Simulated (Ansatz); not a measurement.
# TePd: energy above lowest point and pressure against volume scale

Free energy against uniform scaling of the volume at fixed shape and fractions; periodic cell, basis, potentials, k mesh and filling as listed. The results are calculated, by Ansatz 0.2.0.

The cell before it is scaled or strained (space group P6_3/mmc, No. 194):
```
TePd
1.0
      4.1521     0.0000     0.0000
     -2.0760     3.5958     0.0000
      0.0000     0.0000     5.6719
Te Pd
2 2
Direct
  0.33333 0.66667 0.25000
  0.66667 0.33333 0.75000
  0.00000 0.00000 0.00000
  0.00000 0.00000 0.50000
```

Settings of every row: functional r2SCAN; dispersion none; potentials PAW; wave cutoff 600 eV; density cutoff 2400 eV; k mesh 8x8x5; k shift 0x0x0; occupations cold; smearing width 0.05 eV; spin none.

Limits: coarse k mesh, up to 40 meV an atom off; no spin-orbit coupling, which can matter with elements this heavy.

| row | volume scale | V (Å³/atom) | energy above lowest point (meV/atom) | pressure (GPa) |
| --- | --- | --- | --- | --- |
| 1 | 0.94 | 19.9 | 62.3 | 11.81 |
| 2 | 0.96 | 20.324 | 35.5 | 8.57 |
| 3 | 0.98 | 20.747 | 16.7 | 5.67 |
| 4 | 1 | 21.171 | ? | ? |
| 5 | 1.02 | 21.594 | 0 | 0.85 |
| 6 | 1.04 | 22.017 | 0.5 | -1.15 |
| 7 | 1.06 | 22.441 | 5.9 | -2.94 |

Question: what energy above lowest point and pressure should row 4 give?

Worked fit of energy above lowest point. Take u = (V_r/V)^(2/3) − 1 with V_r = 21.171 Å³ an atom, which is twice the finite (Eulerian) strain; such expansions in the strain, on which the Birch-Murnaghan equation of state is built, carry the rest volume and the bulk modulus. The shown rows have u = 0.04214, 0.02759, 0.01358, -0.0131, -0.02578, -0.03809. Least squares give energy above lowest point = 5.19 + 617.2 × u + 17096 × u² + 10232 × u³ meV/atom; a parabola predicts inner rows, each left out in turn, worse (root mean square 0.24 against 0.087 meV/atom). The rows lie off it by 0.0, 0.1, 0.0, 0.0, 0.0, 0.0. Its lowest point lies at u = -0.0184, or V = 21.77 Å³ an atom, and the curvature there gives the bulk modulus at fixed shape and fractions, B = (4/9)(1 + u)² E″(u)/V = 104 GPa. Letting shape and atoms relax would as a rule lower it, by much in layered, chain or molecular crystals. The withheld row has u = 0, so the fit gives 5.19 + 617.2 × (0) + 17096 × (0)² + 10232 × (0)³ = 5.2 meV/atom.

The calculation gave 5.2 meV/atom. The fit meets it to the printed digit.

Worked fit of pressure. Take u = (V_r/V)^(2/3) − 1 with V_r = 21.171 Å³ an atom, which is twice the finite (Eulerian) strain; such expansions in the strain, on which the Birch-Murnaghan equation of state is built, carry the rest volume and the bulk modulus. The shown rows have u = 0.04214, 0.02759, 0.01358, -0.0131, -0.02578, -0.03809. Least squares give pressure = 3.115 + 181.26 × u + 592.7 × u² GPa; a straight line predicts inner rows, each left out in turn, worse (root mean square 0.36 against 0.018 GPa). The rows lie off it by 0.00, 0.00, -0.02, 0.01, 0.01, -0.01. The pressure vanishes at u = -0.0183, or V = 21.76 Å³ an atom, and there the bulk modulus at fixed shape and fractions is B = −V dP/dV = (2/3)(1 + u) dP/du = 104 GPa. Letting shape and atoms relax would as a rule lower it, by much in layered, chain or molecular crystals. The withheld row has u = 0, so the fit gives 3.115 + 181.26 × (0) + 592.7 × (0)² = 3.12 GPa.

The calculation gave 3.12 GPa. The fit meets it to the printed digit.
